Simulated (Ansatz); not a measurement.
## How methods differ on SiH2F2 (SiF2H2)

SiH2F2: 5 atoms, total charge 0, spin state singlet. SMILES: `[H][Si]([H])(F)F`. The shape is that of a GFN2-xTB optimisation.

```xyz
5

Si   -0.0914    0.0006   -0.0643
F     0.0092   -0.0188    1.5265
F     1.4360    0.0106   -0.5197
H    -0.6801    1.2578   -0.4555
H    -0.6737   -1.2502   -0.4869
```

Each level gives the energy change with the Si1–F2 bond stretched from 1.594 to 3.188 Å (eV). The values are calculated.

```
                       level                    kind  program  value (eV)  less FCI/STO-3G  CPU time (all runs)
      HF/STO-3G (restricted)            Hartree–Fock   Ansatz        9.40            +5.21               0.23 s
   SVWN5/STO-3G (restricted)                     LDA   Ansatz        6.35            +2.16                1.7 s
  revPBE/STO-3G (restricted)                     GGA   Ansatz        5.68            +1.49                2.5 s
   B3LYP/STO-3G (restricted)           global hybrid   Ansatz        6.60            +2.41                2.7 s
 r2SCAN0/STO-3G (restricted)         hybrid meta-GGA   Ansatz        7.13            +2.94                5.8 s
 wB97M-V/STO-3G (restricted)  range-separated hybrid   Ansatz        7.48            +3.29                 38 s
  B2PLYP/STO-3G (restricted)           double hybrid   Ansatz        6.12            +1.93                3.7 s
    CCSD/STO-3G (restricted)   coupled cluster or CI   Ansatz        4.37            +0.18               0.44 s
CCSDT(Q)/STO-3G (restricted)   coupled cluster or CI   Ansatz        4.19             0.00                1.1 s
                  FCI/STO-3G      exact in the basis   Ansatz        4.19             0.00                9.8 s
```

FCI/STO-3G is exact within its basis and frozen core, so for wave-function methods in that basis the difference is their error; functionals converge differently with the basis, so for them it is only a difference. Spin-restricted single references rise too steeply as a bond breaks, Hartree–Fock most of all. Perturbation and coupled-cluster corrections on them can overshoot downwards. The first shape isn't each level's own minimum. The values span 4.19 to 9.40 eV. All rows use very small basis sets, so even the best lies far from the true value. CPU times are rough (shared hosts, several kinds of processor): they show what a rung costs within a factor of a few.

Stretching the Si–F bond brings its σ and σ* orbitals closer in energy, so a single closed-shell determinant no longer suffices. It keeps too much ionic Si⁺F⁻ character where a second configuration should restore the balance with the radical pair. The minimal basis probably aggravates this, since it describes fluoride's diffuse charge poorly. CCSD removes most of the Hartree–Fock error, and the remaining +0.18 eV reflects connected higher excitations, which CCSDT(Q) recovers to the printed precision.

Among the functionals, the hybrids with full-range or long-range exact exchange lie above revPBE and SVWN5, but B2PLYP breaks this pattern at 6.12 eV, probably because its perturbative correlation lowers the stretched structure more than the equilibrium one.

Si–F is among the strongest single bonds, so the FCI value of 4.19 eV looks low. The likely cause is missing polarisation functions on silicon and too little radial flexibility on fluorine, which weaken the description of the compact, polar bond. One stretched geometry doesn't show whether the curve has reached its dissociation plateau.
